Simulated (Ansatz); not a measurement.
CHB2+: structure from calculated spectroscopic constants

These gas-phase data were calculated for one isomer of CHB2+ at B3LYP/6-31G* (harmonic, unscaled wavenumbers; equilibrium rotational constants with average atomic masses):

| Property | Result |
| --- | --- |
| rotational constants | 53.16, 23.11, 16.11 GHz |
| all wavenumbers above 1500 cm⁻¹ | 2852, 1541 |

Candidates:

(1) `B1=C[B+]1`, a singlet
(2) `B1=[C+]B1`, a singlet

Which structure fits?

Candidate (2). The band at 2852 cm⁻¹ lies where the B–H stretch is expected; (1) has no mode between 2350 and 2900 cm⁻¹.

The same quantities for all candidates:

```tsv
	rotational constants (GHz)	wavenumbers above 1500 cm⁻¹	E above the lowest, B3LYP/6-31G* (kcal/mol)
(1)	40.87, 32.77, 18.19	3236	0.0
(2)	53.16, 23.11, 16.11	2852, 1541	13.2
```

Harmonic stretches to hydrogen usually lie a few per cent above observed fundamentals. Programs: Ansatz 0.2.0.

The rotational constants and the wavenumbers independently select (2), the less stable of the two isomers by 13.2 kcal/mol. The highest mode shows where the hydrogen sits: 2852 cm⁻¹ belongs to a terminal B–H bond, whereas 3236 cm⁻¹ in (1) is a C–H stretch. The masses differ little, so the gap mainly reflects the stiffer bond to carbon, which is shorter and less polar in the hydridic sense. The additional mode at 1541 cm⁻¹ probably has much B–C stretching character, consistent with a strong multiple bond to the bare carbon. The larger spread of the rotational constants in (2) also points to a more elongated mass distribution.

The energy order probably follows from the same difference: (1) gains a strong C–H bond and avoids a carbon without hydrogen, and its two π electrons can delocalise over the ring, so the localised double bond in its formula shouldn't be taken literally. Whether (2) would persist or rearrange to (1) depends on the barrier to hydrogen migration, which these data don't address.
